**Q:** These are band energies of stishovite, the dense form of silica with the rutile structure, at six special points of the Brillouin zone. Where do I read the band gap, and is it direct?

Kohn-Sham bands of stishovite (SiO$_2$, 6-atom cell), computed with Ansatz 0.2.0 using PBE, plane waves and generated PAW datasets, scalar-relativistic and without spin polarization. The cell was not relaxed; the plane-wave cutoff is 420 eV, the k-mesh 6×6×9 and the Fermi-Dirac filling width 0.1 eV. Bands v1 to v3 count down from the highest filled band, c1 and c2 up from the lowest empty one.

| k-point | coordinates (reciprocal vectors of the computed cell, not always the standard one) | band v3 (eV from the Fermi level) | band v2 (eV from the Fermi level) | band v1 (eV from the Fermi level) | band c1 (eV from the Fermi level) | band c2 (eV from the Fermi level) | c1 less v1 (eV) |
| --- | --- | --- | --- | --- | --- | --- | --- |
| Gamma | 0 0 0 | -3.66 | -3.66 | -2.79 | 2.70 | 3.91 | 5.49 |
| X | 0 0.5 0 | -5.45 | -3.85 | -3.85 | 4.86 | 4.86 | 8.71 |
| M | 0.5 0.5 0 | -5.43 | -5.04 | -5.04 | 4.56 | 4.56 | 9.60 |
| Z | 0 0 0.5 | -5.82 | -5.44 | -5.44 | 6.23 | 6.23 | 11.67 |
| R | 0 0.5 0.5 | -5.04 | -4.53 | -4.53 | 5.95 | 5.95 | 10.48 |
| A | 0.5 0.5 0.5 | -4.54 | -4.32 | -4.32 | 4.34 | 4.34 | 8.66 |

**A:** Band v1 is the highest filled band and c1 the lowest empty one. The coordinates say how the phase of an electron wave changes from cell to cell: at Gamma it stays the same, while a coordinate of 0.5 means a change of sign along that edge. The filled band is highest at Gamma, at −2.79 eV, and the empty band is lowest there too, at 2.70 eV. The gap is therefore direct and amounts to 5.49 eV.

Six points alone could miss an edge that lies between them. The regular mesh of the same calculation covers the interior of the zone, and it also puts both edges at Gamma. The other values of "c1 less v1" are not gaps. Each is the distance between two Kohn-Sham levels with the same phase pattern, and the smallest away from Gamma is 8.66 eV, at A. I will call the six points corners, because the path of a band plot turns at such points. In the zone itself Gamma is the centre, and only A is a true corner.

**Q:** At Z that separation is more than twice the one at Gamma. Does the filled band sink, or does the empty band climb?

**A:** Both. From Gamma to Z, v1 falls by 2.65 eV and c1 rises by 3.53 eV. The empty band moves more at every corner except M, where the filled band does.

The rise of c1 has a standard explanation. A state with the same phase in all cells can be smooth across the crystal. If it has to change sign from one cell to the next, it must pass through zero in between, and the steeper wave costs kinetic energy. Mixing with the oxygen 2p orbitals may add to the rise, and the table can't separate the two.

The filled bands belong mostly to oxygen: of the electrons projected onto O 2p and Si 3p, about 92 % sit on O 2p. My guess for the fall of v1 is that at Gamma lobes of opposite sign meet between neighbouring oxygens, and that a change of phase relieves some of this antibonding contact. One would have to look at the orbitals of that band to confirm it.

**Q:** At X, M, Z, R and A, v1 equals v2 and c1 equals c2. At Gamma neither is true. Is that a coincidence?

**A:** No, it is a consequence of how the crystal is built. The cell holds two SiO$_2$ units, with one silicon at the corner of the cell and one at its centre. Imagine a single round orbital on each. The central silicon has eight neighbours at the corners, and at Gamma their contributions all add up. The combination with equal signs then differs in energy from the one with opposite signs, so the two levels split.

Now let the wave change sign along one edge. The four neighbours on one side of the central silicon cancel the four on the other side. The two orbitals no longer feel each other, and two equal orbitals without coupling have the same energy. One coordinate of 0.5 is enough for this, and each of the five corners has at least one.

**Q:** That picture has round orbitals on silicon only. Why should it hold for oxygen bands?

**A:** Because symmetry gives the same result for any orbital. Take the operation $S$: a half-turn about the $x$ axis, followed by a shift of half a cell along all three edges. It exchanges the two SiO$_2$ units. Done twice, the half-turns cancel and the shifts along $y$ and $z$ cancel, which leaves a shift by one whole edge along $x$. For a wave with $k_x = 0.5$, that shift multiplies the wave by −1.

Combine $S$ with time reversal $T$, which for a calculation without spin is complex conjugation. The product $TS$ leaves such a point $k$ unchanged, up to a reciprocal lattice vector, and its square is −1. If a level had only one state $\psi$, then $TS\psi = c\,\psi$ with some number $c$. Applying $TS$ again would give $|c|^2\psi$, which can never be $-\psi$. So there must be a second state of the same energy.

The $x$ and $y$ axes are equivalent, so this covers X, M, R and A. At Z the same reasoning works with a mirror reflection in place of the half-turn. The table agrees to its last printed digit at all five corners.

The equal values of v2 and v3 at Gamma are a pair of another kind. At Gamma a shift by a whole edge changes nothing, so the argument with −1 has no force there. What remains is the fourfold symmetry about the long direction of the SiO$_6$ chains, the $z$ axis. A state that points along $x$ can be turned into one that points along $y$, and the two must then have the same energy. The two values of −3.66 eV fit such a pair, while v1 lies above them as a single level.

This matters when you read along a column. The labels v1, v2 and v3 only count levels downwards from the gap. At Gamma v3 is the partner of v2; at the other corners v2 is the partner of v1, and v3 belongs to the next pair. A column therefore doesn't follow one orbital through the zone.

**Q:** You explained the rise of c1 by kinetic energy. Could I treat that band as a free electron?

**A:** Try it at Z. The wave changes sign over the short edge $c$ of 2.67 Å, so its wave number is $q = \pi/c = 1.18$ Å$^{-1}$. With $\hbar^2/2m \approx 3.8$ eV Å$^2$ for the free electron mass $m$, the kinetic energy is

$$E = \frac{\hbar^2 q^2}{2m} \approx 3.8 \times 1.18^2 \approx 5.3\ \text{eV}.$$

The calculated rise is 3.53 eV, two thirds of this. For an estimate that uses only the electron mass and the cell edge, that is the right rough size at this point.

The order of the corners is wrong, however. At X the estimate agrees almost exactly with the table. At A, where the wave changes sign along all three edges, a free electron would rise by about 9.5 eV, but c1 rises by only 1.64 eV. The point that should be highest is the lowest of the five. The agreement at X is thus no evidence that the band is free-electron-like.

**Q:** What pulls the band down at A?

**A:** Start from the limit of an empty crystal and switch on a weak potential. At X and Z, two plane waves of equal energy meet. The potential could split them, but the component that would couple them vanishes, because the two halves of the cell contribute to it with opposite signs. The two waves stay together, which is the pairing again, now seen from the side of free electrons.

At M and R four waves meet, and at A eight. Some of the couplings among them are allowed, so combinations can form that collect their density where the potential is low. The more waves take part, the further the lowest combination can drop. The shortfall against the free electron follows this count: it is smaller at X and Z than at M and R, and by far the largest at A.

That ordering supports the argument but does not settle it. A band built from atomic orbitals has a limited width, so it too would fall furthest behind where the free-electron energy is highest. And at Z the band lies well below the estimate although the first coupling is forbidden. The picture also treats c1 as if no band lay below it, while in the crystal sixteen filled bands do. The need to stay orthogonal to them, and more distant plane waves, must also play a part.

**Q:** Suppose I change something: a narrower filling width, or titanium in place of silicon. What survives?

**A:** A narrower filling width changes no gap and no splitting here. The nearest band edge lies 27 widths from the Fermi level, so the bands are completely full or completely empty already. The Fermi level itself may sit anywhere inside the gap of such an insulator. Single energies in the table would shift with it, but every difference between them would stay.

With titanium in the same structure, the pairs at the five corners survive, as long as the crystal is nonmagnetic and spin-orbit coupling is left out. They depend on how the two units are arranged and not on which atoms they contain. The energies do not survive. The lowest empty bands of titanium dioxide come from the compact 3d orbitals of titanium, for which a free electron is a poor starting point.

**Q:** Then which digits may I use? Can I put 5.49 eV into a data sheet for stishovite?

**A:** Not as a property of the material. The functional, PBE, is known to give gaps of such oxides that are clearly too small. The cell was also not relaxed: the calculation finds it under a pressure of about 8 GPa. Each silicon has four oxygens at 1.762 Å and two at 1.814 Å, and relaxation would change these lengths and the gap with them.

Within the table, the last digit carries rounding. The 5.49 eV is the difference of two rounded energies. With four decimals the gap is 5.4848 eV, which rounds to 5.48 eV, so a difference of 0.01 eV means nothing. I would not rank X above A either, since their separations differ by only 0.05 eV, and a larger basis or a relaxed cell could reverse that. The direct gap at Gamma is safe within this calculation, because at every other corner the filled band lies at least 1.06 eV lower and the empty band at least 1.64 eV higher, and the mesh agrees.

For your own band plots, keep one rule. Take the gap from the highest filled and the lowest empty level over all points, never from the separation at a single point. Then look for operations that exchange equal units by a shift of half a cell: where they force levels into pairs, two curves that meet at the zone boundary are one level required by symmetry, and no accident to be explained by chemistry.
